**One electron outside the 1s² core of Ir75+**

An electron of shell $n$ near a charge $Z$ moves at a distance of order $n^2/Z$ bohr, so its binding grows as $Z^2$. Its repulsion with the two core electrons goes as the inverse distance, that is as $Z$. The response of the core to the newcomer is of second order, a squared repulsion divided by an excitation energy, $Z^2/Z^2$, and without relativity does not grow with $Z$. For iridium, $Z = 77$, this gives $10^4$ eV of binding, 500 to 1200 eV of screening, a few tenths of an eV or less of core response, and thousandths beyond that. Relativity adds a term of order $Z^4\alpha^2$, and with $(Z\alpha)^2 \approx 0.3$ it splits the 2p level by almost 2 keV. One ion cannot show these powers of $Z$, but its sizes fit them.

Binding energies of one electron added to Ir75+ (1s2), from PySCF 2.14.0 with X2C-1e, screened-nucleus spin-orbit coupling, a Gaussian nucleus and an even-tempered 16s13p6d3f basis. Koopmans values use GHF orbitals, second order is the self-energy, and EOM-CCSD is EOM-EA-GCCSD with no frozen electrons, corrected in second order for the virtual space that was cut.

| level | Koopmans (eV) | second order (eV) | EOM-CCSD, corrected (eV) | EOM-CCSD less Koopmans (eV) |
| --- | --- | --- | --- | --- |
| 2s1/2 | 21586.251 | 21586.534 | 21586.534 | 0.283 |
| 2p1/2 | 21391.148 | 21391.659 | 21391.661 | 0.513 |
| 2p3/2 | 19555.032 | 19555.405 | 19555.406 | 0.374 |
| 3s1/2 | 9327.711 | 9327.800 | 9327.800 | 0.089 |
| 3p1/2 | 9280.731 | 9280.864 | 9280.864 | 0.133 |
| 3p3/2 | 8735.038 | 8735.140 | 8735.140 | 0.103 |
| 3d3/2 | 8720.925 | 8720.948 | 8720.948 | 0.023 |
| 3d5/2 | 8569.278 | 8569.298 | 8569.298 | 0.020 |

A label such as 2p3/2 gives $n$, $l$ and $j$ of the added electron. Every row is an attachment to 1s², converged and purely one-particle. Koopmans is the binding energy in the frozen core; second order and EOM-CCSD let the core respond; the last column is the total gain from that response.

**Why $j$ orders the levels**

From outside, the ion is a point of charge 75. The non-relativistic binding $75^2 \times 13.606\ \text{eV}/n^2$ is 19.1 keV for $n=2$ and 8.50 keV for $n=3$, and all rows lie above these values. An electron that dives towards the nucleus moves fast and binds more strongly. For a point charge the Dirac equation makes this depend on $j$ and not on $l$:

$$E = mc^2\left\{1-\left[1+\left(\frac{Z\alpha}{n-k+\gamma}\right)^2\right]^{-1/2}\right\},\qquad k=j+\tfrac12,\quad \gamma=\sqrt{k^2-(Z\alpha)^2}.$$

The levels therefore come in groups of equal $n$ and $j$: 2s with 2p1/2, 3s with 3p1/2, 3p3/2 with 3d3/2. The leading splitting of one $l$ goes as $Z^4\alpha^2/[n^3 l(l+1)]$, which predicts a 2p to 3p ratio of $27/8 = 3.375$; the Koopmans splittings, 1836 and 546 eV, give 3.365. It also predicts 3 for 3p against 3d, where the table gives $546/152 = 3.6$, because higher powers of $Z\alpha$ deepen p1/2 in particular.

The 3d5/2 level serves as a worked estimate with nothing fitted. Here $k=n=3$ and the formula reduces to $E=mc^2(1-\gamma/3)$. With $75\alpha = 75/137.036$, $(75\alpha)^2=0.299539$, $\gamma=\sqrt{8.700461}=2.949654$ and $1-\gamma/3=0.0167819$; times $mc^2 = 510999$ eV this is 8575.5 eV. Koopmans gives 8569.3 eV, less by 0.07 % of the estimate.

**Penetration opens the small gaps**

Inside the 1s cloud the electron sees more than 75 charges. Solving the formula for the charge $77-\sigma$ that reproduces each Koopmans value gives one screening constant $\sigma$ per row, which is a relabelling and no test. It runs 1.51, 1.82 and 1.91 for 2s, 2p1/2 and 2p3/2. For these three types of level $\sigma$ is closer to 2 at $n=3$, and in both shells p1/2 penetrates more than p3/2, as its contraction and s-like small component imply.

A radial four-component frozen-core calculation, with no parameter fitted to any row, splits the binding into parts that add. It repeats the physics of the Koopmans column, so it apportions causes and does not test nature. Complete screening by two charges would cost a $j=1/2$, $n=2$ electron $22572.7-21274.3=1298$ eV. The direct repulsion takes 1032 eV from 2s and 1220 eV from 2p1/2, or 79 % and 94 % of that. This difference of 188 eV is the bulk of the 2s–2p1/2 gap. Exchange adds 28 eV and the finite nucleus removes 6 eV, for a total of 210 eV.

The table has 195 eV, 7 % less than the model, and the small 3p3/2–3d3/2 gap falls 18 % short. No single level is off by more than 11 eV (2s, 0.05 % of its binding), but gaps feel such errors fully. The remainder most likely belongs to the two-component Hamiltonian. All three spin-orbit splittings come out too large, by 0.4 to 1.3 % of the model value. The 3d ratio, 1.0133, equals $76/75$. That is what follows when the screened-nucleus factor removes one charge from the spin-orbit term while the core, seen from 3d, removes two. The p electrons penetrate, are screened by less than two, and so show a smaller excess. The s levels are underbound by 10.8 and 3.1 eV, close to a $1/n^3$ ratio. Spin-orbit coupling does not act on s, so with basis and nuclear size accounted for, what is left is the electron repulsion, which X2C-1e uses untransformed. Its leading missing piece, a two-electron Darwin term, has this sign and scaling and would also act, more weakly, on 2p, whose $j$-weighted remainder is 3.2 eV; a first-order contact term is not reliable in size at this charge.

**The 3d rows**

Both 3d levels have $\sigma$ slightly above 2 and bind 3.9 and 6.2 eV less than a point charge of 75 would. Two electrons spread near the nucleus should not screen more than two charges. In a dense basis the model indeed binds 3d5/2 by $9043.1-467.4+0.4=8576.1$ eV, a little more than the point-charge value. Changing to the six d exponents of the calculation costs about 6 eV for both levels, and the $j$-weighted remainder is then zero within 0.01 eV. The deficit is thus a basis artefact, and the spin-orbit overshoot of 2 eV divides it unevenly between the two levels. The same change costs 3s 12.7 eV and both 3p levels 5.8 eV, against less than 1 eV at $n=2$. It narrows the 3s–3p1/2 gap by 7 eV and pushes every $n=3$ value of $\sigma$ upward.

**The response of the core**

The last column is positive in all rows and amounts to between 2 and 24 parts per million of the binding, below the $1/75^2 = 178$ parts per million of bare counting. It is not pure correlation: it holds the relaxation of the 1s orbitals, the correlation of the new electron with them, and, with opposite sign, the 1s pair correlation lost when an orbital is filled.

Its fall with $n$ has a simple cause. The core is excited only when the electron is near, where orbitals of equal $l$ and $j$ have nearly the same shape and a weight that tends to $n^{-3}$ at large $n$. At $n=2$ and 3 this is only a guide: the hydrogenic p weight near the origin goes as $(n^2-1)/n^5$, a ratio of 2.85, below what the table shows. The ratios between $n=2$ and $n=3$ are 3.2, 3.9 and 3.6 for s, p1/2 and p3/2, scattered about 27/8, and the exchange parts scatter likewise (3.9, 3.9, 3.5). The centrifugal barrier keeps 3d away, and its value here is a fifth of that of 3p, a share that the f basis makes too small (see below).

The picture of a core polarised from a distance fails for the p rows. The energy $\tfrac12\alpha_d\langle r^{-4}\rangle$, with the non-relativistic core polarisability $\alpha_d\approx 9/Z^4$, overshoots the p rows by factors of 9 to 15 and the d rows by about 3. The p electron spends time inside the core, where $r^{-4}$ does not apply, and core and outer electron see nearly the same charge, so the core cannot follow adiabatically. For 3d the factor of 3 says little against the picture. A dipole-polarised core scatters d into p and f, and the most diffuse f exponent, 1600 bohr$^{-2}$, is too tight for that region, so the tabulated gain is too low. Relativity also shrinks the 1s polarisability, by roughly a third at this charge (a recalled leading-order size), so the estimate is too high. The 0.003 eV between the two 3d values carries no meaning.

The irregular feature is that p1/2, not the more penetrating s, gains most in both shells. That holds with or without the correction for the cut virtual space. The lead of p3/2 over s does not: the correction supplies 17 % of the 2s value and 38 % of the 2p3/2 value, and without it the two are equal (0.235 and 0.234 eV), while 3s overtakes 3p3/2. The uncorrected values are merely truncated, however, and the second-order column, which includes that space, has p3/2 ahead in both shells; the cut hurts p more than s. The lead of p1/2 over p3/2 follows their penetration. That p beats s has two sources. The lost pair correlation goes as the square of exchange-type integrals with 1s, which are twice as large for 2s as for 2p3/2 (63.5 against 31.1 eV), so s should lose about four times as much; and the dipole response of the core favours p. The table does not separate these parts.

Second order and EOM-CCSD agree within 0.002 eV, as the $1/Z$ argument expects. The check covers only the 56 virtual spinors kept, because the correction for the rest is itself of second order.

**Reach of the numbers**

The last column is a difference within one basis, so the orbital basis errors, up to 300 times larger than it, should largely cancel for s and p. Missing excitation channels do not cancel, and the 3d values suffer from the tight f set. The absolute energies have no such protection. Breit and QED terms are missing, and QED alone lowers the 2s binding by some 20 eV (a rough recalled size), far above the whole core response. For a neighbouring helium-like core the Dirac values imply about 650 eV more 2s binding per added proton ($1298/2$) and a 2p splitting some 6 % wider, while theory leaves the core response nearly where it is. The printed analysis below lists all parts row by row.

Printed output of the fit:

```
rounding floor 0.0005 eV per entry, 0.001 eV per difference
A level | Dirac Z=75 eV | Koopmans-Dirac75 eV, % | sigma=77-Zeff
2s1/2 | 21274.3 | +312.0, +1.466 | 1.512
2p1/2 | 21274.3 | +116.9, +0.549 | 1.817
2p3/2 | 19505.3 | +49.8, +0.255 | 1.906
3s1/2 | 9251.7 | +76.0, +0.821 | 1.720
3p1/2 | 9251.7 | +29.0, +0.313 | 1.893
3p3/2 | 8724.8 | +10.2, +0.117 | 1.957
3d3/2 | 8724.8 | -3.9, -0.044 | 2.016
3d5/2 | 8575.5 | -6.2, -0.073 | 2.027
B (eV) level | Dirac77 | nucl.size | direct | exchange | run basis | Koopmans-model | |basis|/corr
2s1/2 | 22572.7 | -6.61 | -1031.63 | +63.51 | -0.90 | -10.83 | 3
2p1/2 | 22572.7 | -0.46 | -1219.91 | +35.23 | -0.65 | +4.22 | 1
2p3/2 | 20581.5 | -0.00 | -1049.84 | +31.06 | -0.83 | -6.88 | 2
3s1/2 | 9802.8 | -1.98 | -473.65 | +16.35 | -12.68 | -3.08 | 142
3p1/2 | 9802.8 | -0.17 | -525.55 | +9.15 | -5.76 | +0.31 | 43
3p3/2 | 9209.5 | -0.00 | -475.69 | +8.99 | -5.79 | -1.97 | 56
3d3/2 | 9209.5 | +0.00 | -484.21 | +0.33 | -5.88 | +1.20 | 256
3d5/2 | 9043.1 | -0.00 | -467.37 | +0.36 | -6.08 | -0.79 | 304
worst remainder: 2s1/2 -10.83 eV = -0.050 %
C gap (eV): Koopmans, EOM | Dirac75 | model dense, run basis | Koopmans/model(run) | weighted mean remainder
2p1/2-2p3/2: 1836.12, 1836.26 | 1769.0 | 1824.83, 1825.02 | 1.0061 | -3.18
3p1/2-3p3/2: 545.69, 545.72 | 527.0 | 543.39, 543.42 | 1.0042 | -1.21
3d3/2-3d5/2: 151.65, 151.65 | 149.3 | 149.46, 149.66 | 1.0133 | +0.01
2s1/2-2p1/2: 195.10, 194.87 | 0.0 | 210.41, 210.15 | 0.9284 | -3.30
3s1/2-3p1/2: 46.98, 46.94 | 0.0 | 57.29, 50.37 | 0.9327 | -1.39
3p3/2-3d3/2: 14.11, 14.19 | 0.0 | 17.19, 17.28 | 0.8166 | -0.38
2p/3p splitting ratio: Koopmans 3.365, Dirac75 3.357; 27/8 = 3.375
D level | corr eV | corr/Koopmans 1e-6 | cut share % | corr without cut | EOM-2nd | polarisation eV, /corr
2s1/2 | 0.283 | 13.1 | 17 | 0.235 | +0.000 | diverges
2p1/2 | 0.513 | 24.0 | 31 | 0.351 | +0.002 | 4.668, 9.1
2p3/2 | 0.374 | 19.1 | 38 | 0.234 | +0.001 | 4.668, 12.5
3s1/2 | 0.089 | 9.5 | 20 | 0.071 | +0.000 | diverges
3p1/2 | 0.133 | 14.3 | 28 | 0.096 | +0.000 | 1.537, 11.6
3p3/2 | 0.103 | 11.8 | 36 | 0.066 | +0.000 | 1.537, 14.9
3d3/2 | 0.023 | 2.6 | 36 | 0.015 | +0.000 | 0.061, 2.7
3d5/2 | 0.020 | 2.3 | 35 | 0.013 | +0.000 | 0.061, 3.1
1/Z^2 at Z=75: 178e-6
n=2/n=3 s1/2: corr 3.18, without cut 3.31, exchange 3.88, exponent 2.85
n=2/n=3 p1/2: corr 3.86, without cut 3.67, exchange 3.85, exponent 3.33
n=2/n=3 p3/2: corr 3.63, without cut 3.55, exchange 3.45, exponent 3.18
```
